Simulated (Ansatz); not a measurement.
## Correcting a cheap level on molecular compounds of Ta

The vertical ionisation energy (cation less neutral) in eV of 6 molecular compounds of Ta: x at PBE0-D4/def2-TZVPP, y at CCSD(T)/def2-TZVPP. Shapes, held fixed at every level: PBE0-D4/def2-TZVP. Flexible molecules stand in one conformer, not always the lowest. Programs: Ansatz 0.2.0.

| molecule | x (eV) | y (eV) |
| --- | --- | --- |
| C2H10NO4Ta (SMILES C[N](C)[Ta]([OH])([OH])([OH])[OH]) | 8.40 | 8.61 |
| Ta(NH2)2(OH)S | 9.22 | ? |
| Ta(CH3)(NH2)ClS | 9.42 | 9.57 |
| Ta(CH3)(OH)FS | 9.67 | 9.78 |
| Ta(OH)5 | 10.65 | 11.24 |
| Ta(OH)4F | 11.15 | 11.64 |

Task: Fit y = c + s·x to the known rows and predict y for Ta(NH2)2(OH)S.

Result: 
1. Means of the 5 rows: x = 9.8580, y = 10.168.
2. Σ(Δx)² = 4.6495, Σ(Δx·Δy) = 5.3573, so the slope is 5.3573/4.6495 = 1.1522.
3. Intercept: 10.168 − (1.1522) × 9.8580 = -1.190. The largest residual of the fit is 0.17.
4. Ta(NH2)2(OH)S: -1.190 + 1.1522 × 9.22 = 9.43 eV.

CCSD(T)/def2-TZVPP gives 9.34 eV, so the prediction is off by +0.09 eV, within the largest residual. Uncorrected, PBE0-D4/def2-TZVPP misses Ta(NH2)2(OH)S by -0.12 eV, and the other rows by 0.31 on average. The line overshoots: the miss goes from -0.12 to +0.09. Left out in turn, the other rows are missed by 0.19 eV on average. Cations run unrestricted. For atoms past krypton def2 sets carry core potentials with scalar relativity. Outer-core shells of Ta are correlated, in sets that cover them unevenly.

PBE0 lies below CCSD(T) for every molecule, but the shortfall follows the ligands more closely than the size of the ionisation energy. It is small for the three sulfides, somewhat larger for the amide with four hydroxyls, and by far the largest for Ta(OH)5 and Ta(OH)4F. Formally all six are d0 Ta(V) compounds, so the electron should leave a ligand-based orbital: probably sulfur 3p or nitrogen lone pairs at the lower energies, and the more tightly bound oxygen 2p lone pairs in the last two. The larger gap there may reflect a hole spread over several similar oxygens, which PBE0 tends to overstabilise.

The slope above one therefore largely expresses a contrast between ligand sets, not a uniform stretching of the energy scale. All three sulfides fall below the line, which explains the overshoot for Ta(NH2)2(OH)S; a constant shift taken from the other two sulfides would have come closer. Whether such a shift carries over to sulfides with other ligands remains untested.
